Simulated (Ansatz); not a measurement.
## Moving the Hubbard U on Zr d in BaZrO3

The cell as given:

```xyz
5
Lattice="4.1913 0.0000 0.0000 0.0000 4.1913 0.0000 0.0000 0.0000 4.1913" Properties=species:S:1:pos:R:3 pbc="T T T"
Ba    0.0000    0.0000    0.0000
Zr    2.0957    2.0957    2.0957
O     2.0957    2.0957    0.0000
O     2.0957    0.0000    2.0957
O     0.0000    2.0957    2.0957
```

Kept alike: task relaxation of cell and atoms; functional PBEsol; k mesh 6 × 6 × 6; occupations fermi-dirac, width 0.05 eV; no spin polarisation. Program: Ansatz, Ansatz PAW, cutoff 420 eV. The mesh is that of the run's cell of 5 atoms. No spin-orbit coupling.

| Hubbard U on Zr d, U (eV) | band gap (eV) | volume (Å³/atom) |
| --- | --- | --- |
| 0 | 3.174 | 14.618 |
| 1 | 3.327 | 14.656 |
| 2 | 3.490 | 14.697 |
| 3 | 3.663 | 14.741 |
| 4 | 3.846 | 14.789 |
| 5 | ? | ? |
| 6 | 4.245 | 14.903 |
| 8 | 4.490 | 15.033 |

U acts here on a shell without spin polarisation. Gaps hold for each row's own relaxed cell. The relaxations keep at least the cell's symmetry (Pm-3m). Relaxations stop with a little pressure left, so the last digits of a volume or edge aren't settled. Ansatz's relaxations hold a Pulay term in the stress (up to 0.5 GPa here). How U acts hangs on the program's projectors. A gap read on the mesh alone can miss an edge between its points. All rows use potentials made for PBE. U is the effective U - J on orthogonalised atomic projectors. Double counting: fully localised limit (the default).

Task: Fit the rows shown and predict the run at 5 eV.

Result: A least-squares cubic through the rows shown is band gap = -0.001927 U³ + 0.021565 U² + 0.11484 U + 3.1816 (largest miss 0.0167); at U = 5 it gives 4.054 eV. A least-squares parabola through the rows shown is volume = 0.002216 U² + 0.03401 U + 14.619 (largest miss 0.0015); at U = 5 it gives 14.844 Å³/atom. The run gave: band gap 4.040 eV; volume 14.841 Å³/atom.

Both the gap and the volume rise with U in every row, but only the volume does so smoothly. The gap climbs slightly faster with each step up to 6 eV, then much more slowly towards 8 eV. In this formally d⁰ perovskite the valence edge is mainly O 2p and the conduction edge Zr 4d, so U pushes the nearly empty d states up and away from the oxygen band. That also weakens the Zr d–O p covalency, which fits the expansion of the lattice.

The late slowing suggests that a state with little Zr d character, perhaps Ba-derived, takes over as the conduction minimum. A single cubic smooths over such a crossing, which probably explains why it overshoots at 5 eV, while the parabola for the volume stays close.

Even the largest gap remains below experiment, as expected of a semilocal functional whose missing derivative discontinuity U on Zr d replaces only in part. The widening is therefore no evidence of strong correlation in a nearly empty shell.
